Q: I have a small molecule with a three-membered ring of silicon, oxygen and carbon. Silicon also carries H and F, carbon carries H and Cl. Suppose the hydrogen on silicon moves to the oxygen. What do I get, and which direction is easier?

A: You get a silylene, a molecule whose silicon has only two normal bonds. They go to fluorine and to carbon, and the carbon now carries an OH group. The table follows the molecule from the ring in row 1 to the silylene in row 7, in a density-functional calculation with a local functional.

Nudged elastic band with a climbing image for neutral, singlet CH2ClFOSi between relaxed ends, computed with Ansatz 0.2.0 at the restricted LDA/cc-pVDZ level. Energies are electronic, without zero-point terms, and relative to row 1. The band force is the largest component on each image, with a convergence limit of 0.05 eV/Å.

```csv
row,energy over the start (eV),path length (Å),band force (eV/Å)
1,0.000,0.000,n/a
2,0.238,0.532,0.018
3,0.896,1.064,0.014
4,1.345,1.597,0.011
5,0.904,2.029,0.007
6,0.701,2.461,0.031
7,0.628,2.894,n/a
```

The way back is easier. From the ring the climb is 1.345 eV, from the silylene only 0.717 eV, about half as much. The difference between the two is the energy by which the silylene lies above the ring.

Q: Why is the silylene higher? An O–H bond is stronger than an Si–H bond, so I would have guessed that the move pays.

A: It would pay if those two bonds were the whole account. Silicon also loses its normal bond to oxygen, and Si–O bonds are among the strongest that silicon forms. On the other side stand the new O–H bond, a partial relief of strain in the tight ring, and the fact that silicon tolerates having two bonds and a lone pair better than carbon does. The calculation gives only the balance, 0.628 eV uphill; the list of debts and credits is ordinary bonding theory.

The loss of the Si–O bond is also less complete than a drawing of the product suggests. Oxygen stays about 2.1 Å from silicon, compared with 1.7 Å in the ring. This path therefore ends in a silylene with its own oxygen close by, and not in a stretched-out chain. The likely reason is that a lone pair on oxygen leans into the empty orbital that silicon has in a silylene. Other shapes of the product were not searched.

Q: The end costs about 0.6 eV, but the top costs more than twice that. Where does the extra energy come from?

A: The bond lengths point to bad timing, although the calculation does not split the energy up bond by bond. At the top, row 4, the Si–O distance has already reached its final length, so the stretching that weakens this bond is already done. The bond that should repay the loss is not ready: O–H is still 0.40 Å longer than in the product. The hydrogen meanwhile sits mostly with silicon, its old bond stretched by only 0.13 Å.

Two limiting cases show what this means. If every old bond weakened exactly as fast as a new one grew, the energy would rise smoothly to that of the silylene and there would be no extra barrier. If the hydrogen had to leave silicon completely before oxygen took hold of it, the climb would cost a whole Si–H bond, which is several electronvolts. The computed barrier lies between the two, as it should for a hydrogen that is shared at the top while the ring is already open.

There is a hint of how the molecule softens the cost. The C–O bond is 0.10 Å shorter at the top than in the ring, and it lengthens again afterwards. My guess is that oxygen, having lost silicon and not yet gained hydrogen, leans on carbon for a partial double bond.

Q: Would you call this an early or a late top?

A: That depends on what you follow. Measured along the path, the top comes after 55% of the way, slightly late. Measured by the Si–O distance, the change is complete. Measured by the stretching of Si–H, only about 12% of it has happened.

These answers do not conflict, because the reaction has two acts. The ring opens first, and the hydrogen swings towards oxygen while still held by silicon. The actual handover comes mostly after the top. A single word such as "late" hides this order, so it is better to say which bond is meant.

Q: Could I have guessed the position along the path from the energies alone?

A: Roughly. Draw one parabola rising from the ring and another, equally curved, rising from the silylene, and let the top be where they cross. Let $s$ be the share of the path before the crossing, $E_f$ the barrier from the ring and $E_b$ the barrier from the silylene. With a common curvature constant $k$, the two climbs are $E_f = k s^2$ and $E_b = k(1-s)^2$. Dividing one by the other removes $k$:

$$s=\frac{\sqrt{E_f}}{\sqrt{E_f}+\sqrt{E_b}}=\frac{\sqrt{1.345}}{\sqrt{1.345}+\sqrt{0.717}}\approx 0.58$$

The limits make sense. Equal barriers put the top in the middle, and a vanishing barrier on the way back pushes it onto the product. This is the familiar rule that the top of an uphill step resembles its product.

Nothing was fitted. The energies of rows 1, 4 and 7 go in, and the position of row 4 is what comes out, about 0.08 Å too far along. That is a modest success, since simply saying "halfway" would also have come close.

The shape of the curve is a harder test, and there the picture fails. At row 3 the parabolas lie 0.35 eV too low. A parabola keeps getting steeper until it meets its partner in a sharp peak, whereas the real curve, coming from the ring, rises early and is already bending over before the top. On the silylene side the picture does better: there the parabola is at most 0.08 eV too high. The output printed after this text compares the two for every image.

Q: What if I replaced silicon by germanium, or by carbon?

A: Going down the group, an atom keeps its outer s electrons more readily as a lone pair, so the state with two bonds becomes less costly. For germanium I would therefore expect a product less far above the ring, and by the parabola argument a top nearer the middle. For carbon the product would be a carbene, which should lie higher, with a later top. This is reasoning from known chemistry, and it assumes that the hydrogen takes the same route.

Q: The band forces look tiny, yet the energy climbs steeply. Is that a contradiction?

A: No, because the band force leaves out the natural slope along the path. Between rows 2 and 3 the energy rises by 1.2 eV per ångström, about 40 times the largest band force in the table. A small band force says that an image has no reason to slide sideways off the path. It does not say that the molecule is at rest there.

Row 4 is different, because that image was driven uphill until the force vanished along the path as well. A vibrational calculation at that point finds exactly one downhill direction, as a true pass between two valleys requires. The image matters a great deal: with the other six alone, you would read the barrier from row 5 and be 0.44 eV too low.

Q: Then which digits of the barrier may I quote?

A: As a result of this calculation, 1.35 eV. As a statement about the real molecule, I would say only "roughly one to two electronvolts" and treat even the first decimal as uncertain. Local functionals usually make such barriers too low, because they favour electrons spread over several half-formed bonds, which is the situation at the top.

Two other effects can pull the other way. The energies leave out zero-point motion, and a hydrogen in transit gives up part of its stretching vibration, which typically lowers a barrier by the order of a tenth of an electronvolt. The calculation also forced all electrons into pairs. If the half-broken bonds at the top preferred unpaired electrons, lifting that constraint would lower the top; this was not tested.

The basis set is small, and no larger one was tried, so its error is unknown. The barrier also belongs to this one path, and a lower pass could exist elsewhere. The same holds for the order of events: it is what this path shows, and another ring would need its own calculation.

The analysis program printed:

```
Along the path:
  row  share of path  energy step (eV)  mean slope (eV/angstrom)  two-parabola energy (eV)  estimate less table (eV)
    1              0               n/a                       n/a                         0                         0
    2         0.1838             0.238                    0.4474                    0.1361                   -0.1019
    3         0.3677             0.658                     1.237                    0.5442                   -0.3518
    4         0.5518             0.449                    0.8424                     1.226                    -0.119
    5         0.7011            -0.441                    -1.021                    0.9877                   0.08368
    6         0.8504            -0.203                   -0.4699                    0.7181                   0.01713
    7              1            -0.073                   -0.1686                     0.628                         0
Forward barrier (eV): 1.345
Backward barrier (eV): 0.717
Reaction energy (eV): 0.628
Backward barrier over forward barrier: 0.5331
Top above the higher of its neighbours, row 5 (eV): 0.441
Energy of row 5 less row 3 (eV): 0.008
Share of path before the top, table (percent): 55.18
Share of path before the top, two parabolas (percent): 57.8
Estimated less real position of the top (angstrom): 0.07571
Steepest mean slope between images (eV/angstrom): 1.237
Largest band force (eV/angstrom): 0.031
Steepest mean slope over largest band force: 39.9
Si-O lengthening done at the top (percent): 102.6
O-H approach done at the top (percent): 77.14
Si-H lengthening done at the top (percent): 11.71
Si-H at the top longer than at the start (angstrom): 0.13
O-H at the top longer than at the end (angstrom): 0.4
C-O at the top less C-O at the start (angstrom): -0.1
C-O at the end less C-O at the top (angstrom): 0.12
```
